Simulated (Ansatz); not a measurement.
## Ti: pressure and energy change per atom as volume scale varies

Results calculated with Ansatz 0.2.0, not measured. Plane-wave DFT, scalar-relativistic PAW made under PBE with cores redone for the functional, no dispersion; the given relaxed cell is scaled uniformly, energy at zero smearing counts from the unscaled cell, pressure at the given Fermi-Dirac smearing is positive in compression.

The cell before it is scaled or strained (space group P6_3/mmc, No. 194):
```
Ti
1.0
      2.9675     0.0000     0.0000
     -1.4838     2.5699     0.0000
      0.0000     0.0000     4.6953
Ti
2
Direct
  0.33333 0.66667 0.25000
  0.66667 0.33333 0.75000
```

Settings of every row: spin polarised yes; functional RPBE; wave cutoff 420 eV; smearing width 0.05 eV; k mesh 20x20x11.

Atom:
```csv
element,starting moment (Bohr magneton)
Ti,1
Ti,1
```

```csv
row,volume scale,V (Å³/atom),pressure (GPa),energy change per atom (meV)
1,0.88,15.755,16.82,101.7
2,0.92,16.471,10.14,42.09
3,0.96,17.187,?,?
4,1.04,18.62,-3.86,9.13
5,1.08,19.336,-7.04,33.92
6,1.12,20.052,-9.68,71.69
```

Largest site moment is 0 Bohr magneton in every row.

Question: what pressure and energy change per atom should row 3 give?

Worked fit of pressure. Take u = (V_r/V)^(2/3) − 1 with V_r = 18.62 Å³ an atom, which is twice the finite (Eulerian) strain; such expansions in the strain, on which the Birch-Murnaghan equation of state is built, carry the rest volume and the bulk modulus. The shown rows have u = 0.11783, 0.08519, 0, -0.02484, -0.04819. Least squares give pressure = −3.868 + 136.372 × u + 331.9 × u² GPa; a straight line predicts inner rows, each left out in turn, worse (root mean square 0.94 against 0.025 GPa). The rows lie off it by 0.01, -0.02, 0.01, 0.01, -0.01. The pressure vanishes at u = 0.0266, or V = 17.9 Å³ an atom, and there the bulk modulus at fixed shape and fractions is B = −V dP/dV = (2/3)(1 + u) dP/du = 105 GPa. Letting shape and atoms relax would as a rule lower it, by much in layered, chain or molecular crystals. The withheld row has u = 0.05484, so the fit gives −3.868 + 136.372 × (0.05484) + 331.9 × (0.05484)² = 4.61 GPa.

The calculation gave 4.59 GPa. The fit lies 0.02 GPa (0.075 % of the column's range) above it; its largest miss of a shown row is 0.02 GPa.

Worked fit of energy change per atom. Take u = (V_r/V)^(2/3) − 1 with V_r = 18.62 Å³ an atom, which is twice the finite (Eulerian) strain; such expansions in the strain, on which the Birch-Murnaghan equation of state is built, carry the rest volume and the bulk modulus. The shown rows have u = 0.11783, 0.08519, 0, -0.02484, -0.04819. Least squares give energy change per atom = 9.382 − 685.734 × u + 12489.62 × u² meV; a straight line predicts inner rows, each left out in turn, worse (root mean square 35 against 0.67 meV). The rows lie off it by -0.29, 0.48, -0.25, -0.20, 0.26 (root mean square 0.31 meV). The withheld row has u = 0.05484, so the fit gives 9.382 − 685.734 × (0.05484) + 12489.62 × (0.05484)² = 9.34 meV.

The calculation gave 9.72 meV. The fit lies 0.38 meV (3.9 % of the value, 0.41 % of the column's range) below it; its largest miss of a shown row is 0.48 meV.
